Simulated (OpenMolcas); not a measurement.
## A ladder of methods for BH2S (SMILES [BH]S)

BH2S: 4 atoms, total charge 0, spin state doublet. As SMILES, `[BH]S`. The shape is that of a GFN2-xTB optimisation.

Quantity: the vertical energy of the quartet above the doublet, in eV. The values are calculated.

| level | kind | program | value (eV) | less FCI/STO-3G | CPU time (all runs) |
| --- | --- | --- | --- | --- | --- |
| ROHF/STO-3G | Hartree–Fock | OpenMolcas | 5.12 | -0.58 | 3.7 s |
| UHF/STO-3G | Hartree–Fock | OpenMolcas | 5.06 | -0.64 | 2.9 s |
| USVWN5/STO-3G | LDA | OpenMolcas | 6.25 | +0.55 | 7.9 s |
| UPBE/STO-3G | GGA | OpenMolcas | 6.10 | +0.40 | 9.3 s |
| U-r2SCAN/STO-3G | meta-GGA | OpenMolcas | 5.92 | +0.22 | 12 s |
| UM06-2X/STO-3G | hybrid meta-GGA | OpenMolcas | 6.10 | +0.40 | 11 s |
| ROCCSD(T)/STO-3G | coupled cluster or CI | OpenMolcas | 5.69 | -0.01 | 4 s |
| FCI/STO-3G | exact in the basis | OpenMolcas | 5.70 | 0.00 | 8.3 s |

FCI/STO-3G is exact within its basis and frozen core, so for wave-function methods in that basis the difference is their error; functionals converge differently with the basis, so for them it is only a difference. The values span 5.06 to 6.25 eV. All rows use very small basis sets, so even the best lies far from the true value. Times are those of the runs behind each value, whatever else they computed, on shared processors of several kinds: orders of magnitude only.

The quartet lies well above the doublet at every level, as expected when an electron pair must be broken to give three parallel spins. Both Hartree–Fock variants put the gap too low, by 0.58 and 0.64 eV. Opposite-spin electrons in a shared orbital are correlated more strongly than parallel spins, which exchange already keeps apart, so neglecting correlation penalises the doublet more. ROCCSD(T) recovers nearly all of this differential correlation, coming within 0.01 eV of FCI, which suggests that neither state has strong multireference character at this geometry.

The density functionals all give larger gaps than FCI, but the shift does not shrink steadily with the type of functional: it falls from LDA through PBE to r2SCAN, then returns with M06-2X to the PBE value. The quartet probably involves promotion out of the π-type sulfur lone pair that donates into the empty boron p orbital, which would weaken the B–S bond. The adiabatic gap could therefore be appreciably smaller than the vertical one.
